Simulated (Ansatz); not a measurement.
# Al₆Ru: pressure against volume

Al₆Ru, Cmcm, a = 7.453 Å, b = 6.535 Å, c = 8.941 Å. The structure is a Materials Project entry; whether it is the stable form wasn't checked. Ansatz: PBEsol, PAW, 420 eV, Γ-centred 8×8×4 mesh on 14 atoms, Gaussian smearing 0.10 eV; no spin polarisation. Shape and atoms are relaxed at each volume; pressure is positive in compression.

```tsv
V (Å³/atom)	P (GPa)
13.687	?
14.154	13.49
14.620	8.28
15.087	3.81
15.554	0.00
16.020	-3.26
16.487	-6.03
17.109	-9.09
```

Task: Take V0 = 15.554 Å³/atom, fit the third-order Birch–Murnaghan form to the other rows, and predict the missing pressure.

Result: With the Eulerian strain f = ½[(V0/V)^(2/3) − 1] and y = P/[3f(1 + 2f)^(5/2)], the form is the line y = B0 + 1.5 B0 (B0′ − 4) f. Rows (f, y): 0.03245, 118.4; 0.02107, 118.1; 0.01027, 117.5; -0.00974, 117.2; -0.01905, 116.3; -0.03077, 115.4. Means f = 0.0007050, y = 117.15; Σ(Δf)² = 0.003004, ΣΔfΔy = 0.1337; the slope is their ratio. y = 117.1 + 44.52 f GPa, so B0 = 117.1 GPa and B0′ = 4 + 2 × (44.52)/(3 × 117.1) = 4.25. At V = 13.687, f = 0.04449, y = 119.08 and P = 19.67 GPa. The run gave 19.60 GPa, so the fit is 0.07 GPa too high, a small miss on the scale of the series.

Al₆Ru stiffens steadily under compression: pressure climbs faster on squeezing than it falls on stretching, because overlap repulsion and electron kinetic energy rise steeply at short distances while the cohesive forces weaken on expansion. With B0′ at 4.25, the Eulerian strain form already absorbs most of this asymmetry. The bulk modulus of 117.1 GPa lies above that of aluminium and far below that of ruthenium, as expected for an Al-rich framework probably stiffened by hybridisation between Al sp and Ru d states.

The slight overshoot at the smallest volume has a likely origin in the fit. The values of y drop more steeply on the expanded side than they rise on the compressed side, so a straight line through both tends to run high at the compressed end. This suggests a small negative higher-order term, though points near V0 constrain it poorly because division by a small strain magnifies slight pressure errors. B0 is therefore firmer than B0′, and neither shows how the compression is shared among the three axes.
